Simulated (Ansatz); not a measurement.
SnSe₂: energy above lowest point and pressure against volume scale

Results calculated with Ansatz 0.2.0, not measured. Free energy against uniform scaling of the volume at fixed shape and fractions; periodic cell, basis, potentials, k mesh and filling as listed.

The cell before it is scaled or strained (space group P-3m1, No. 164):
```
CELL_PARAMETERS angstrom
3.81100 0.00000 0.00000
-1.90550 3.30040 0.00000
0.00000 0.00000 6.13600
ATOMIC_POSITIONS crystal
Sn 0.00000 0.00000 0.00000
Se 0.33333 0.66667 0.24900
Se 0.66667 0.33333 0.75100
```

Settings of every row: functional PBEsol; dispersion none; potentials PAW; wave cutoff 571.44 eV; density cutoff 2285.8 eV; k mesh 12x12x4; k shift 0x0x0; occupations fixed; smearing width 0 eV; spin none.

Limits: a layered crystal: even scaling strains the bonds within the layers, so this curve is stiffer than the crystal under pressure.

| row | volume scale | V (Å³/atom) | energy above lowest point (meV/atom) | pressure (GPa) |
| --- | --- | --- | --- | --- |
| 1 | 0.92 | 23.668 | 84.2 | 10.18 |
| 2 | 0.9467 | 24.355 | ? | ? |
| 3 | 0.9733 | 25.039 | 21.7 | 4.68 |
| 4 | 1 | 25.726 | 6.5 | 2.49 |
| 5 | 1.0267 | 26.413 | 0 | 0.59 |
| 6 | 1.0533 | 27.097 | 1 | -1.04 |
| 7 | 1.08 | 27.784 | 8.6 | -2.44 |

Question: what energy above lowest point and pressure should row 2 give?

Worked fit of energy above lowest point. Take u = (V_r/V)^(2/3) − 1 with V_r = 26.069 Å³ an atom, which is twice the finite (Eulerian) strain; such expansions in the strain, on which the Birch-Murnaghan equation of state is built, carry the rest volume and the bulk modulus. The shown rows have u = 0.06654, 0.02724, 0.00887, -0.0087, -0.02545, -0.04159. Least squares give energy above lowest point = 2.22 + 366.7 × u + 12693 × u² + 4683 × u³ meV/atom; a parabola predicts inner rows, each left out in turn, worse (root mean square 0.23 against 0.058 meV/atom). All shown rows lie on it to the printed digit. Its lowest point lies at u = -0.0146, or V = 26.65 Å³ an atom, and the curvature there gives the bulk modulus at fixed shape and fractions, B = (4/9)(1 + u)² E″(u)/V = 64.8 GPa. Letting shape and atoms relax would as a rule lower it, by much in layered, chain or molecular crystals. The withheld row has u = 0.04638, so the fit gives 2.22 + 366.7 × (0.04638) + 12693 × (0.04638)² + 4683 × (0.04638)³ = 47.0 meV/atom.

The calculation gave 47.1 meV/atom. The fit lies 0.1 meV/atom (0.12 % of the column's range) below it, one unit of the last digit.

Worked fit of pressure. Take u = (V_r/V)^(2/3) − 1 with V_r = 26.069 Å³ an atom, which is twice the finite (Eulerian) strain; such expansions in the strain, on which the Birch-Murnaghan equation of state is built, carry the rest volume and the bulk modulus. The shown rows have u = 0.06654, 0.02724, 0.00887, -0.0087, -0.02545, -0.04159. Least squares give pressure = 1.498 + 108.33 × u + 331.7 × u² GPa; a straight line predicts inner rows, each left out in turn, worse (root mean square 0.4 against 0.015 GPa). The rows lie off it by 0.01, -0.02, 0.01, 0.01, 0.00, -0.01. The pressure vanishes at u = -0.0145, or V = 26.65 Å³ an atom, and there the bulk modulus at fixed shape and fractions is B = −V dP/dV = (2/3)(1 + u) dP/du = 64.9 GPa. Letting shape and atoms relax would as a rule lower it, by much in layered, chain or molecular crystals. The withheld row has u = 0.04638, so the fit gives 1.498 + 108.33 × (0.04638) + 331.7 × (0.04638)² = 7.24 GPa.

The calculation gave 7.23 GPa. The fit lies 0.01 GPa (0.079 % of the column's range) above it, one unit of the last digit.
